## Question

Wurtzite cadmium selenide is squeezed and stretched equally in all directions. A hybrid density functional calculation gives its pressure at three volumes per atom: 1.9 GPa at 28.011 Å³, 0.2 GPa at 28.868 Å³ and −1.2 GPa at 29.743 Å³. A positive pressure means that the crystal pushes outwards, a negative one that it pulls inwards.

(a) Find a rule that gives the pressure at other volumes with pencil and paper, and use it at 25.541 Å³ and 32.473 Å³ per atom. There every edge of the cell is 4 % shorter or longer than in the middle one of the three cells.

(b) How accurate is the rule?

(c) Where must it not be used?

## Model answer

### (a) The rule and two estimates

Begin with the limit of a very small change. The crystal then behaves as a spring, and the pressure $P$ is proportional to the fraction by which the volume $V$ lies below the pressure-free volume $V_0$:

$$P \approx B_0\left(1-\frac{V}{V_0}\right).$$

The constant $B_0$ is the bulk modulus, the stiffness at zero pressure.

Away from this limit the spring changes. When the bonds shorten, the electron clouds of neighbouring atoms are pressed into the same space. The Pauli principle resists this, and the repulsion rises more steeply than the attraction that holds the crystal together. Each further step of compression therefore needs a larger rise in pressure than the last. When the bonds lengthen, the repulsion dies away first and the crystal softens.

The simplest way to write this down is to let the stiffness $B=-V\,dP/dV$ grow linearly with the pressure, $B=B_0+nP$, with a pure number $n$. Solving this equation for the pressure gives the Murnaghan equation,

$$P=\frac{B_0}{n}\left[\left(\frac{V_0}{V}\right)^{n}-1\right].$$

For a small change it returns to the spring law, whatever $n$ is. In many solids $n$ lies between about 4 and 5. The choice $n=4$ suits hand work, because a fourth power is a square taken twice.

The two outer volumes of the question give the stiffness. The pressure drops by 3.1 GPa while the volume grows by 29.743 − 28.011 = 1.732 Å³, about a mean volume of 28.877 Å³:

$$B\approx\frac{3.1}{1.732}\times 28.877\approx 52\ \text{GPa}.$$

This value belongs to the mean pressure of the two cells, 0.35 GPa. Taking off $4\times0.35=1.4$ GPa brings it to zero pressure and leaves $B_0\approx 50$ GPa. Since the given pressures are rounded to 0.1 GPa, a finer value would have no meaning.

The middle cell still pushes outwards with 0.2 GPa. It must grow by a fraction of about 0.2/50, or 0.4 %, to become free of pressure, so $V_0\approx 29.0$ Å³ per atom. The rule is then

$$P\approx 12.5\ \text{GPa}\times\left[\left(\frac{29.0}{V}\right)^4-1\right].$$

With further digits carried along from step to step, the compressed crystal gives

$$\frac{29.0}{25.541}=1.135,\qquad 1.135^2\approx1.289,\qquad 1.289^2\approx1.662,$$

$$P\approx12.5\times0.662\approx 8.3\ \text{GPa}.$$

For the stretched crystal they are

$$\frac{29.0}{32.473}=0.893,\qquad 0.893^2\approx0.7975,\qquad 0.7975^2\approx0.636,$$

$$P\approx-12.5\times0.364\approx -4.5\ \text{GPa}.$$

### (b) The accuracy

The full calculation covers eleven volumes, all with the same ratio of the cell edges.

Wurtzite CdSe, calculated with Ansatz 0.2.0 using the HSE06 hybrid functional, PAW potentials, a plane-wave cutoff of 420 eV and a 6×6×4 k mesh, without spin polarisation or spin–orbit coupling. The cells are an r2SCAN cell strained equally in all directions, with atomic positions relaxed in r2SCAN. Pressure is positive in compression.

```
volume (Å³/atom)     c/a  shortest distance (Å)  pressure (GPa)
          25.541  1.6303                  2.550           8.500
          26.347  1.6303                  2.576           6.000
          27.171  1.6303                  2.603           3.800
          27.589  1.6303                  2.616           2.800
          28.011  1.6303                  2.629           1.900
          28.438  1.6303                  2.642           1.000
          28.868  1.6303                  2.655           0.200
          29.743  1.6303                  2.682          -1.200
          30.635  1.6303                  2.709          -2.400
          31.545  1.6303                  2.734          -3.500
          32.473  1.6303                  2.761          -4.400
```

The two estimates compare with calculated pressures of 8.5 and −4.4 GPa. Neither of these rows was used to find the constants, and they are the furthest from zero pressure, so they test the rule where it is weakest. Measured against the calculated pressures before their rounding to 0.1 GPa, the rule misses by at most 0.25 GPa over the whole table. Wherever the pressure exceeds 1 GPa in size, the miss stays below 4 % of the calculated value; closer to zero a percentage loses its use, and the miss is a few hundredths of a GPa at most.

The runs carry a warning that the stress was only loosely converged. The total energies offer a separate check, since the pressure is also the energy released per unit of expansion. Pressures found from the energies of neighbouring rows agree with the mean of the two unrounded pressures to within 0.03 GPa, far less than the largest miss of the rule.

### (c) The range

Under compression the limit is set by a change of structure. Real cadmium selenide turns into the denser rocksalt structure at roughly 3 GPa, a recalled value that isn't part of this calculation. The three most compressed rows therefore describe wurtzite that is held in its structure beyond that pressure. The rule reproduces them, but a sample in a press can follow it only as long as it remains wurtzite.

Under tension the limiting case exposes the formula itself. As the volume grows without bound, the rule approaches a constant pull of 12.5 GPa, whereas atoms that are far apart don't pull at all. A real crystal must pass through a greatest tension and then come apart. The table ends before such a turning point, so it can't tell where the rule breaks down.

For a real sample, $V_0$ should be the measured volume and not the calculated one. Hybrid functionals of this kind tend to make such crystals slightly too large. The calculation also leaves out the motion of the atoms, which normally expands a crystal a little, but this is expected to be the smaller of the two errors here. The choice matters, because an error of 1 % in $V_0$ shifts the pressure by about 0.5 GPa near $V_0$, and by more under compression, where the crystal is stiffer.

## Remarks on the reasoning

**Why the spring law isn't enough.** A candidate who keeps the first formula, with the same two constants, finds about 6 GPa of push at one end and 6 GPa of pull at the other. The calculation gives 8.5 and 4.4 GPa. The straight line makes squeezing and stretching nearly equal, while in the calculated curve the squeeze takes about twice as much pressure as the stretch takes tension. This asymmetry is what the fourth power supplies.

**What the numbers show about stiffening.** The stiffness can be read from each pair of neighbouring rows. It falls from 81 GPa for the most compressed pair to 31 GPa for the most stretched one, although the Cd–Se bonds lengthen by less than a tenth over the whole table. That the crystal stiffens under pressure is thus a result of the calculation. That the repulsion between overlapping electron clouds causes it is a standard argument, which these pressures alone don't prove.

**What the sign of the misses reveals.** The rule lies below the unrounded calculated pressure in every row, as the printed output shows. At the compressed end it gives too little push, and at the stretched end too much pull. Both errors point to the same fault: the rule lets the stiffness change too slowly with pressure.

A power left free and fitted to all eleven rows, together with the two other constants, comes out near 4.5 and lowers the typical miss to about 0.01 GPa, as the printed output after this text shows. The number 4 is therefore a convenience, paid for with a few per cent. The fitted power is itself an average over the table. For each GPa of added pressure, the stiffness between neighbouring rows rises by nearly 5 GPa at the stretched end, but by only a little more than 4 GPa at the compressed end.

**How to carry the rule to a neighbour.** Zinc selenide has the same kind of fourfold bonding, but its bonds are shorter and it is stiffer. Its curve would start from a smaller $V_0$ and rise more steeply, because $B_0$ is larger, while a power between 4 and 5 remains a sensible first guess. The two constants must be found afresh from a few volumes near zero pressure. The same holds for cadmium selenide itself once it has become rocksalt, since six neighbours in a denser packing make a different spring.

The analysis program printed:

```
Stiffness between the rows 28.011 and 29.743, GPa: 51.69
Mean pressure of these two rows, GPa: 0.35
Stiffness brought to zero pressure, GPa: 50.29
Volume at zero pressure, Å³/atom: 28.98
Rule by hand:
     row  ratio 29/V  squared  squared again  rule GPa  calculated GPa  miss GPa  miss %  straight line GPa
  25.541       1.135    1.289          1.662     8.275           8.526   -0.2509  -2.942              5.964
  26.347       1.101    1.212          1.468     5.848           6.004   -0.1568  -2.612              4.574
  27.171       1.067    1.139          1.298     3.721           3.808  -0.08698  -2.284              3.153
  27.589       1.051    1.105          1.221      2.76           2.821   -0.0605  -2.145              2.433
  28.011       1.035    1.072          1.149     1.861           1.899  -0.03803  -2.002              1.705
  28.438        1.02     1.04          1.081     1.018           1.042  -0.02423  -2.325              0.969
  28.868       1.005    1.009          1.018    0.2302           0.244   -0.0138  -5.656             0.2276
  29.743       0.975   0.9507         0.9038    -1.203          -1.188  -0.01511   1.272             -1.281
  30.635      0.9466   0.8961          0.803    -2.462          -2.422  -0.04057   1.675             -2.819
  31.545      0.9193   0.8452         0.7143    -3.571          -3.475   -0.0962   2.768             -4.388
  32.473       0.893   0.7975         0.6361    -4.549          -4.381   -0.1682   3.839             -5.988
Rms miss of the rule on the eight rows not used for its constants, GPa: 0.1316
Largest miss of the rule over all rows, GPa: 0.2509
Largest miss of the rule where the pressure exceeds 1 GPa in size, %: 3.839
Largest miss of the straight line, GPa: 2.563
Pressure at 4 % compression over tension at 4 % stretch: 1.946
Stiffness between the two most compressed rows, GPa: 81.17
Stiffness between the two most stretched rows, GPa: 31.24
fit of seg on 10 rows: constant 49.64 +/- 0.2, coefficient of pm 4.463 +/- 0.058; rms 0.551, worst 26.347 0.892, leave-one-out rms 0.79
fit of p on 11 rows: constant -11.11 +/- 0.017, coefficient of (v0 / vol)**s 11.14 +/- 0.015, s 4.475; rms 0.0142, worst 32.473 -0.0206, leave-one-out rms 0.0295
Largest gap between mean pressures and energy differences, GPa: 0.02579
Lowest pressure the rule can ever give, GPa: -12.5
```
